**Additivity, ring excess, electron count and gap in the susceptibility of seven selenium compounds**

The table holds the isotropic magnetisability, its anisotropy and the molar susceptibility of seven closed-shell Se-containing molecules from GIAO B3LYP/pcSseg-1 in PySCF, non-relativistic, in the gas phase on GFN2-xTB geometries. The program fits straight lines of $|\chi|$ against electron number, Kohn-Sham gap and atom number, and tests a Pascal sum with rough recalled increments, a C=C correction and one fitted ring term on the six rows without Ge. Electron number barely correlates ($r=0.25$), the gap correlation falls from 0.74 to 0.12 without the thione, and atom number does best among the lines ($r=0.87$). The Pascal model leaves an rms error of 4.6 in units of $10^{-6}$ cm³/mol and misses the Se2 compound by about 10 % of its $|\chi|$. The fitted ring term, 17.4, is compared with one third of the strongest-axis excess of the two selenophenes, 14.8 on average, with the other five rows as control.

Magnetisabilities of seven neutral closed-shell selenium compounds, computed with PySCF 2.14.0 at the GIAO B3LYP/pcSseg-1 level with density fitting, non-relativistic and in the gas phase, for one GFN2-xTB conformer each. Magnetisability and molar susceptibility are isotropic means; the anisotropy is the root of half the summed squared differences of the principal values.

## Analysis program

```python
# Table: isotropic magnetisability, its anisotropy and molar susceptibility of seven Se compounds,
# PySCF GIAO B3LYP/pcSseg-1, GFN2-xTB geometry, gas phase, non-relativistic.
# Tested: Pascal additivity plus C=C and ring terms, against electron count and orbital gap.
T = {
    'system': ['CC1=C(C)C[PH](=[Se])C1', 'C=C(C[SeH])[Se]C', 'C[SiH2][Se]C1COC1', 'Cc1c[se]c(C(=O)O)c1', '[GeH3][C@H]1C=CC[Se]1', 'C=CCc1ccc[se]1', 'Oc1c[se]c(=S)s1'],
    'formula': ['C6H11PSe', 'C4H8Se2', 'C4H10OSeSi', 'C6H6O2Se', 'C4H8GeSe', 'C7H8Se', 'C3H2OS2Se'],
    'magnetisability': [-1767.3, -1616.2, -1516.5, -1507.9, -1506.7, -1497.9, -1231.9],  # 1e-30 J/T^2
    'magnetisability_anisotropy': [133.3, 272.0, 291.0, 797.4, 139.8, 708.0, 178.8],  # 1e-30 J/T^2
    'susceptibility': [-106.43, -97.33, -91.33, -90.81, -90.73, -90.2, -74.19],  # 1e-6 cm^3/mol
}
import re
import numpy as np
from scipy import constants as K
F = T['formula']; xi = np.array(T['magnetisability']); an = np.array(T['magnetisability_anisotropy'])
chi = np.array(T['susceptibility']); y = -chi
# further outputs of the same runs: principal values, homo/lumo (eV), rot. constants (GHz), chi abc, dia abc
X = {'C6H11PSe': [-1833.43,-1785.58,-1682.81,-5.736,-0.134,2.958459,0.54573,0.4782,-107.614,-101.341,-110.328,-581.2,-2170.1,-2503.3],
 'C4H8Se2': [-1789.83,-1574.57,-1484.16,-5.877,-0.695,3.185619,0.61982,0.57043,-97.216,-92.817,-101.953,-504.8,-1751.9,-1912.6],
 'C4H10OSeSi': [-1672.37,-1538.54,-1338.54,-6.306,-0.370,3.909626,0.73182,0.67291,-100.467,-86.4,-87.108,-436.5,-1766.5,-1886.9],
 'C6H6O2Se': [-2035.18,-1303.01,-1185.58,-6.756,-1.835,1.791825,0.9977,0.64342,-76.691,-73.176,-122.561,-725.4,-1303.7,-1897.5],
 'C4H8GeSe': [-1588.75,-1503.99,-1427.35,-5.719,-0.349,2.600141,0.94328,0.75973,-94.113,-86.222,-91.871,-572.4,-1219.9,-1498.7],
 'C7H8Se': [-1956.69,-1364.64,-1172.36,-6.318,-0.770,2.796723,0.9572,0.77337,-82.257,-75.637,-112.723,-536.1,-1344.9,-1617.3],
 'C3H2OS2Se': [-1350.93,-1177.33,-1167.43,-5.983,-2.188,1.763236,1.140514,0.69255,-70.404,-70.801,-81.355,-697.4,-1088.4,-1662.8]}
CC = {'C6H11PSe':1,'C4H8Se2':1,'C4H10OSeSi':0,'C6H6O2Se':2,'C4H8GeSe':1,'C7H8Se':3,'C3H2OS2Se':1}
Z = {'H':1,'C':6,'O':8,'Si':14,'P':15,'S':16,'Ge':32,'Se':34}
P = {'H':2.9,'C':6.0,'O':4.6,'Si':13,'P':26,'S':15,'Se':23,'Ge':0}; dCC = 5.5  # rough recalled Pascal magnitudes; none for Ge
cnt = [{e: int(n or 1) for e, n in re.findall(r'([A-Z][a-z]?)(\d*)', f)} for f in F]
E = np.array([X[f] for f in F]); eig = E[:, :3]; gap = E[:, 4]-E[:, 3]
Ne = np.array([sum(Z[e]*n for e, n in c.items()) for c in cnt]); Na = np.array([sum(c.values()) for c in cnt])
ar = np.array([f in ('C6H6O2Se', 'C7H8Se') for f in F]); ge = np.array(['Ge' in c for c in cnt]); ok = ~ge
k = K.N_A*K.mu_0/(4*np.pi)*1e-30*1e12
rms = lambda r: np.sqrt(np.mean(np.square(r)))
print(f"chi/xi factor {k:.5f}; max deviation {abs(k*xi-chi).max():.4f}; table rounding of chi 0.005 (1e-6 cm3/mol)")
mid = np.sort(xi)[2:6]
print(f"middle four rows span {np.ptp(mid):.1f} (1e-30 J/T2) = {100*np.ptp(mid)/abs(mid.mean()):.1f} %; largest/smallest |chi| {y.max()/y.min():.2f}")
print("row: electrons, atoms, gap eV, |chi|, |chi| per electron, net as % of centre-of-mass dia term")
for i, f in enumerate(F):
    print(f" {f:11s}{Ne[i]:4d}{Na[i]:4d}{gap[i]:6.2f}{y[i]:8.2f}{y[i]/Ne[i]:6.2f}{100*chi[i]/E[i,11:].mean():6.1f}")
print(f"straight lines |chi| = a + b x (7 rows); rms about the mean {y.std():.2f}")
th = np.array([f != 'C3H2OS2Se' for f in F]); R = {}
for nm, x in (('electrons', Ne), ('gap eV', gap), ('atoms', Na)):
    b, a = np.polyfit(x, y, 1); r = y-a-b*x; w = abs(r).argmax(); R[nm] = np.corrcoef(x, y)[0, 1]
    loo = [y[j]-np.polyval(np.polyfit(np.delete(x, j), np.delete(y, j), 1), x[j]) for j in range(len(y))]
    print(f" {nm}: b {b:.2f}, r {R[nm]:.2f}, rms {rms(r):.2f}, leave-one-out {rms(loo):.2f}, worst {F[w]} {r[w]:+.1f}, r without thione {np.corrcoef(x[th], y[th])[0,1]:.2f}")
s0 = np.array([sum(P[e]*n for e, n in c.items()) for c in cnt]); s1 = s0-dCC*np.array([CC[f] for f in F])
L = (y-s1)[ar].mean(); s2 = s1+L*ar
print("Pascal (1e-6 cm3/mol): atom sum, with C=C; |chi| minus atom sum, with C=C, with ring; last in %")
for i, f in enumerate(F):
    if ok[i]: print(f" {f:11s}{s0[i]:7.1f}{s1[i]:7.1f}{y[i]-s0[i]:+7.1f}{y[i]-s1[i]:+7.1f}{y[i]-s2[i]:+7.1f}{100*(y[i]-s2[i])/y[i]:+7.1f}")
print(f"fitted ring term {L:.1f}; Ge row not fitted (no recalled value), implied Ge increment {(y-s1)[ge][0]:.1f}")
print(f"rms on 6 rows: mean {y[ok].std():.2f}, atom sum {rms((y-s0)[ok]):.2f}, with C=C {rms((y-s1)[ok]):.2f}, with ring {rms((y-s2)[ok]):.2f}")
print(f"r with |chi| on 6 rows: atom sum {np.corrcoef(s0[ok], y[ok])[0,1]:.2f}, full model {np.corrcoef(s2[ok], y[ok])[0,1]:.2f}")
oth = eig[:, 1:].mean(1); ex = oth-eig[:, 0]
I = K.h/(8*np.pi**2*E[:, 5:8]*1e9)/(K.u*1e-20); dI = I[:, 2]-I[:, 0]-I[:, 1]
print("row: anisotropy, mean of two weaker axes, excess of strongest, excess/3 (1e-30 J/T2);")
print(" excess/3 in chi units, inertial defect u A2, strongest inertial axis, its share of strongest value")
for i, f in enumerate(F):
    j = E[i, 8:11].argmin()
    print(f" {f:11s}{an[i]:7.1f}{oth[i]:8.0f}{ex[i]:6.0f}{ex[i]/3:6.0f}{k*ex[i]/3:6.1f}{dI[i]:8.1f}  {'abc'[j]}{E[i,8+j]/(k*eig[i,0]):7.3f}")
a2 = np.sqrt(0.5*((eig[:,0]-eig[:,1])**2+(eig[:,1]-eig[:,2])**2+(eig[:,0]-eig[:,2])**2))
print(f"anisotropy rebuilt from principal values: max deviation {abs(a2-an).max():.2f} (rounding 0.05)")
print(f"smallest selenophene anisotropy / largest other {an[ar].min()/an[~ar].max():.2f}; r(anisotropy,|chi|) {np.corrcoef(an, y)[0,1]:.2f}")
print(f"other five rows: excess {ex[~ar].min():.0f} to {ex[~ar].max():.0f}, mean {ex[~ar].mean():.0f} (1e-30 J/T2)")
print(f"selenophene excess/3 in chi units: mean {k*ex[ar].mean()/3:.1f}, less mean of other rows {k*(ex[ar].mean()-ex[~ar].mean())/3:.1f}; fitted ring term {L:.1f}")
print("|chi| less excess/3: " + ", ".join(f"{F[i]} {y[i]-k*ex[i]/3:.1f}" for i in range(len(F)) if ar[i] or not th[i]))
assert abs(k*xi-chi).max() < 0.01 and (chi < 0).all()
assert abs(R['electrons']) < 0.5 < R['atoms']
assert an[ar].min() > 2*an[~ar].max()
assert (y-s1)[ar].min() > abs((y-s1)[ok & ~ar]).max()
```

Printed output:

```
chi/xi factor 0.06022; max deviation 0.0056; table rounding of chi 0.005 (1e-6 cm3/mol)
middle four rows span 18.6 (1e-30 J/T2) = 1.2 %; largest/smallest |chi| 1.43
row: electrons, atoms, gap eV, |chi|, |chi| per electron, net as % of centre-of-mass dia term
 C6H11PSe     96  19  5.60  106.43  1.11   6.1
 C4H8Se2     100  14  5.18   97.33  0.97   7.0
 C4H10OSeSi   90  17  5.94   91.33  1.01   6.7
 C6H6O2Se     92  15  4.92   90.81  0.99   6.9
 C4H8GeSe     98  14  5.37   90.73  0.93   8.3
 C7H8Se       84  16  5.55   90.20  1.07   7.7
 C3H2OS2Se    94   9  3.79   74.19  0.79   6.5
straight lines |chi| = a + b x (7 rows); rms about the mean 8.94
 electrons: b 0.44, r 0.25, rms 8.66, leave-one-out 10.77, worst C3H2OS2Se -17.6, r without thione 0.47
 gap eV: b 10.22, r 0.74, rms 6.04, leave-one-out 9.98, worst C6H11PSe +10.7, r without thione 0.12
 atoms: b 2.67, r 0.87, rms 4.48, leave-one-out 6.19, worst C4H8Se2 +8.0, r without thione 0.61
Pascal (1e-6 cm3/mol): atom sum, with C=C; |chi| minus atom sum, with C=C, with ring; last in %
 C6H11PSe     116.9  111.4  -10.5   -5.0   -5.0   -4.7
 C4H8Se2       93.2   87.7   +4.1   +9.6   +9.6   +9.9
 C4H10OSeSi    93.6   93.6   -2.3   -2.3   -2.3   -2.5
 C6H6O2Se      85.6   74.6   +5.2  +16.2   -1.1   -1.3
 C7H8Se        88.2   71.7   +2.0  +18.5   +1.1   +1.3
 C3H2OS2Se     81.4   75.9   -7.2   -1.7   -1.7   -2.3
fitted ring term 17.4; Ge row not fitted (no recalled value), implied Ge increment 26.0
rms on 6 rows: mean 9.65, atom sum 5.99, with C=C 11.03, with ring 4.62
r with |chi| on 6 rows: atom sum 0.86, full model 0.90
row: anisotropy, mean of two weaker axes, excess of strongest, excess/3 (1e-30 J/T2);
 excess/3 in chi units, inertial defect u A2, strongest inertial axis, its share of strongest value
 C6H11PSe     133.3   -1734    99    33   2.0   -40.0  c  0.999
 C4H8Se2      272.0   -1529   260    87   5.2   -88.0  c  0.946
 C4H10OSeSi   291.0   -1439   234    78   4.7   -68.8  a  0.998
 C6H6O2Se     797.4   -1244   791   264  15.9    -3.1  c  1.000
 C4H8GeSe     139.8   -1466   123    41   2.5   -64.9  a  0.984
 C7H8Se       708.0   -1268   688   229  13.8   -55.2  c  0.957
 C3H2OS2Se    178.8   -1172   179    60   3.6     0.0  c  1.000
anisotropy rebuilt from principal values: max deviation 0.05 (rounding 0.05)
smallest selenophene anisotropy / largest other 2.43; r(anisotropy,|chi|) -0.08
other five rows: excess 99 to 260, mean 179 (1e-30 J/T2)
selenophene excess/3 in chi units: mean 14.8, less mean of other rows 11.3; fitted ring term 17.4
|chi| less excess/3: C6H6O2Se 74.9, C7H8Se 76.4, C3H2OS2Se 70.6
```
